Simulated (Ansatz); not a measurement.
**SiH4O (Si(OH)H3): the energy, rung by rung**

The species is SiH4O (6 atoms), meant as a singlet with charge 0. SMILES: `[H][Si]([H])([H])O`. Geometry: relaxed at GFN2-xTB.

```xyz
6

Si   -0.0599   -0.1150   -0.4079
O    -0.0595   -0.0919    1.2171
H     0.3273    0.6209    1.7173
H     1.3132   -0.1128   -0.9169
H    -0.7604    1.0584   -0.9332
H    -0.7606   -1.3597   -0.6764
```

Quantity: the energy change with the Si1–O2 bond stretched from 1.625 to 4.063 Å, in eV. The values are calculated.

| level | kind | program | value (eV) | less FCI/STO-3G | CPU time (all runs) |
| --- | --- | --- | --- | --- | --- |
| HF/STO-3G (restricted) | Hartree–Fock | Ansatz | 10.37 | +6.27 | 0.23 s |
| BLYP/STO-3G (restricted) | GGA | Ansatz | 6.22 | +2.12 | 2.7 s |
| PBE/STO-3G (restricted) | GGA | Ansatz | 6.37 | +2.27 | 3 s |
| B3LYP/STO-3G (restricted) | global hybrid | Ansatz | 7.17 | +3.07 | 2.4 s |
| BHLYP/STO-3G (restricted) | global hybrid | Ansatz | 8.54 | +4.44 | 2.4 s |
| r2SCAN0/STO-3G (restricted) | hybrid meta-GGA | Ansatz | 7.79 | +3.69 | 5.5 s |
| CAM-B3LYP/STO-3G (restricted) | range-separated hybrid | Ansatz | 8.14 | +4.04 | 2.1 s |
| MP2/STO-3G (restricted) | perturbation theory | Ansatz | 4.39 | +0.29 | 0.35 s |
| FCI/STO-3G | exact in the basis | Ansatz | 4.10 | 0.00 | 7.8 s |

FCI/STO-3G is exact within its basis and frozen core, so for wave-function methods in that basis the difference is their error; functionals converge differently with the basis, so for them it is only a difference. Spin-restricted single references rise too steeply as a bond breaks, Hartree–Fock most of all. Perturbation and coupled-cluster corrections on them can overshoot downwards. The first shape isn't each level's own minimum. The values span 4.10 to 10.37 eV. All rows use very small basis sets, so even the best lies far from the true value. CPU times are rough (shared hosts, several kinds of processor): they show what a rung costs within a factor of a few.

Stretching the Si–O bond exposes strong left–right correlation. As the σ and σ* orbitals approach degeneracy, the singlet needs both configurations to place one electron on silyl and one on hydroxyl. A restricted determinant instead keeps the pair in one orbital and retains spurious ionic character, which lifts Hartree–Fock to 10.37 eV against 4.10 eV for FCI. Among the functionals, the semilocal pair lies lowest and BHLYP highest, in keeping with semilocal exchange mimicking part of the left–right correlation that exact exchange leaves out.

MP2 comes within 0.29 eV of FCI, but this closeness probably reflects a balance of errors at this particular stretch, since second-order theory cannot describe a near-degenerate pair. It does not support using MP2 for the whole dissociation curve.

Even the FCI value is low for a Si–O bond, known as one of the strongest single bonds to silicon. A minimal basis lacks the polarization and radial flexibility that this very polar bond requires. A single stretched geometry also cannot show whether the energy has levelled off.
